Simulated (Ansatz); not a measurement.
Ge: the change of pressure and energy less free atoms with volume scale

Periodic Kohn-Sham DFT of a crystal at fixed atoms, scaled to volume_scale times the given cell; pressure positive in compression, energy less spherical unpolarised free atoms, largest_vzz the field gradient of largest size among the nuclei. The results are calculated, by Ansatz 0.2.0.

The cell before it is scaled or strained (space group Fd-3m, No. 227):
```
CELL_PARAMETERS angstrom
0.00000 2.82880 2.82880
2.82880 0.00000 2.82880
2.82880 2.82880 0.00000
ATOMIC_POSITIONS crystal
Ge 0.50000 0.50000 0.50000
Ge 0.75000 0.75000 0.75000
```

Settings of every row: method all-electron LAPW; functional LDA; relativity scalar; k mesh 10x10x10; filling fermi-dirac; smearing width 0.05 eV; basis error target 0.25 meV/atom; nucleus gaussian.

Atom start moment: 0 on all atoms.

Limits: small gap, it may come from the mesh.

| row | volume scale | V (Å³/atom) | pressure (GPa) | energy less free atoms (eV/atom) |
| --- | --- | --- | --- | --- |
| 1 | 0.94 | 21.278 | 3.417 | -5.1784 |
| 2 | 0.96 | 21.731 | 1.653 | -5.1855 |
| 3 | 0.98 | 22.184 | 0.113 | -5.1879 |
| 4 | 0.99 | 22.41 | -0.591 | -5.1876 |
| 5 | 1 | 22.636 | -1.261 | -5.1863 |
| 6 | 1.01 | 22.863 | -1.896 | -5.184 |
| 7 | 1.02 | 23.089 | -2.495 | -5.1809 |
| 8 | 1.04 | 23.542 | -3.588 | -5.1723 |
| 9 | 1.06 | 23.995 | ? | ? |

Question: what pressure and energy less free atoms should row 9 give?

Worked fit of pressure. Take u = (V_r/V)^(2/3) − 1 with V_r = 22.523 Å³ an atom, which is twice the finite (Eulerian) strain; such expansions in the strain, on which the Birch-Murnaghan equation of state is built, carry the rest volume and the bulk modulus. The shown rows have u = 0.03864, 0.02415, 0.01016, 0.00336, -0.00333, -0.00994, -0.01641, -0.02907. Least squares give pressure = −0.9356 + 100.241 × u + 315.22 × u² GPa; a straight line predicts inner rows, each left out in turn, worse (root mean square 0.11 against 0.01 GPa). The rows lie off it by 0.009, -0.016, -0.002, 0.004, 0.005, 0.005, 0.001, -0.005 (root mean square 0.0074 GPa). The pressure vanishes at u = 0.0091, or V = 22.22 Å³ an atom, and there the bulk modulus at fixed shape and fractions is B = −V dP/dV = (2/3)(1 + u) dP/du = 71.3 GPa. The withheld row has u = -0.04133, so the fit gives −0.9356 + 100.241 × (-0.04133) + 315.22 × (-0.04133)² = -4.540 GPa.

The calculation gave -4.552 GPa. The fit lies 0.012 GPa (0.15 % of the column's range) above it; its largest miss of a shown row is 0.016 GPa. This row lies beyond the range of the fit.

Worked fit of energy less free atoms. Take u = (V_r/V)^(2/3) − 1 with V_r = 22.523 Å³ an atom, which is twice the finite (Eulerian) strain; such expansions in the strain, on which the Birch-Murnaghan equation of state is built, carry the rest volume and the bulk modulus. The shown rows have u = 0.03864, 0.02415, 0.01016, 0.00336, -0.00333, -0.00994, -0.01641, -0.02907. Least squares give energy less free atoms = −5.18705 − 0.1946 × u + 10.806 × u² eV/atom; a straight line predicts inner rows, each left out in turn, worse (root mean square 0.0037 against 4.8e-05 eV/atom). The rows lie off it by 0.0000, -0.0001, 0.0000, 0.0000, 0.0000, 0.0000, 0.0000, 0.0000. Its lowest point lies at u = 0.0090, or V = 22.22 Å³ an atom, and the curvature there gives the bulk modulus at fixed shape and fractions, B = (4/9)(1 + u)² E″(u)/V = 70.5 GPa. The withheld row has u = -0.04133, so the fit gives −5.18705 − 0.1946 × (-0.04133) + 10.806 × (-0.04133)² = -5.1605 eV/atom.

The calculation gave -5.1608 eV/atom. The fit lies 0.0003 eV/atom (1.1 % of the column's range) above it; its largest miss of a shown row is 0.0001 eV/atom. This row lies beyond the range of the fit.
